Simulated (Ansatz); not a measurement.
## GdN under several functionals and dispersion corrections (calculated)

Starting cell:

```
Gd N
1.0
     0.00000    2.49950    2.49950
     2.49950    0.00000    2.49950
     2.49950    2.49950    0.00000
Gd N
1 1
Direct
  0.50000 0.50000 0.50000
  0.00000 0.00000 0.00000
```

Ansatz, plane waves and PAW, scalar-relativistic (no spin–orbit coupling), 8×8×8 k-mesh. Spin-polarised, started with parallel moments of up to 7.6 μB. In the setting of the table the starting cell (space group Fm-3m) has 3.535 × 3.535 × 3.535 Å, angles 60.0 / 60.0 / 60.0°. Each functional was followed to zero pressure by scaling the cell, shape and atoms held, then fitted over four more volumes within ±4 % of it.

Question: What cell, stiffness and gap does each give?

Answer: 
| functional | V0 (Å³/atom) | cell | B0 (GPa) | B′ from the pressures | gap on the mesh | largest moment in an atom's sphere (μB) | cutoff (eV) |
| --- | --- | --- | --- | --- | --- | --- | --- |
| r2SCAN + rVV10 +U (Gd: 4.0 eV) | 15.36 | 3.515 × 3.515 × 3.515 Å, angles 60.0 / 60.0 / 60.0° | 164 | 4.0 | zero (metallic on this mesh) | 6.96 | 500 |
| r2SCAN +U (Gd: 4.0 eV) | 15.50 | 3.525 × 3.525 × 3.525 Å, angles 60.0 / 60.0 / 60.0° | 160 | 4.1 | zero (metallic on this mesh) | 6.96 | 500 |
| rPW86-PBE + rVV10 +U (Gd: 6.0 eV) | 15.87 | 3.554 × 3.554 × 3.554 Å, angles 60.0 / 60.0 / 60.0° | 149 | 4.0 | zero (metallic on this mesh) | 6.93 | 420 |
| PBEsol +U (Gd: 6.0 eV) | 15.10 | 3.495 × 3.495 × 3.495 Å, angles 60.0 / 60.0 / 60.0° | 163 | 4.2 | zero (metallic on this mesh) | 6.92 | 420 |
| r2SCAN + D4 +U (Gd: 4.0 eV) | 15.37 | 3.516 × 3.516 × 3.516 Å, angles 60.0 / 60.0 / 60.0° | 163 | 4.1 | zero (metallic on this mesh) | 6.96 | 500 |

The volumes span 5.1 %, from PBEsol +U (Gd: 6.0 eV) to rPW86-PBE + rVV10 +U (Gd: 6.0 eV). The stiffness doesn't follow the volume steadily: stiffest r2SCAN + rVV10 +U (Gd: 4.0 eV) (164 GPa at 15.36 Å³/atom), softest rPW86-PBE + rVV10 +U (Gd: 6.0 eV) (149 GPa at 15.87 Å³/atom), yet r2SCAN + rVV10 +U (Gd: 4.0 eV) is stiffer than PBEsol +U (Gd: 6.0 eV) in a larger cell (164 against 163 GPa). Adding rVV10 to r2SCAN pulls the cell in by 0.9 %.

Caveats: filled bands differ between k-points; not tested for a lower state; only parallel moments were run, and the real order may differ; state of the open shells carried from another run.

Points behind the fit for PBEsol +U (Gd: 6.0 eV):

```csv
V (Å³/atom),E − Emin (meV/atom),P (GPa)
14.485,13.70,7.35
14.787,3.44,3.55
15.089,0.00,0.12
15.391,2.77,-2.97
15.693,11.03,-5.74
```

All five settings describe the same GdN: a moment close to that of a half-filled 4f shell, as expected for Gd³⁺ with nitride. The 4f electrons are compact and take little part in bonding, so the moment hardly responds to the cell, while cohesion rests on ionic attraction and Gd 5d–N 2p mixing. Within r2SCAN at fixed U, rVV10 and D4 contract the cell almost equally and stiffen it slightly, as extra attraction between polarisable ions would. PBEsol, with the smallest cell but not the highest stiffness, breaks any simple volume rule; its different U prevents assigning this to the functional alone.

The missing gap disagrees with the semiconducting behaviour usually reported for near-stoichiometric GdN films. The likely cause is that semilocal exchange places the empty Gd 5d states too low relative to N 2p, an error that a correction to the 4f shell would barely touch. The metallic result therefore doesn't establish intrinsic carriers in GdN.
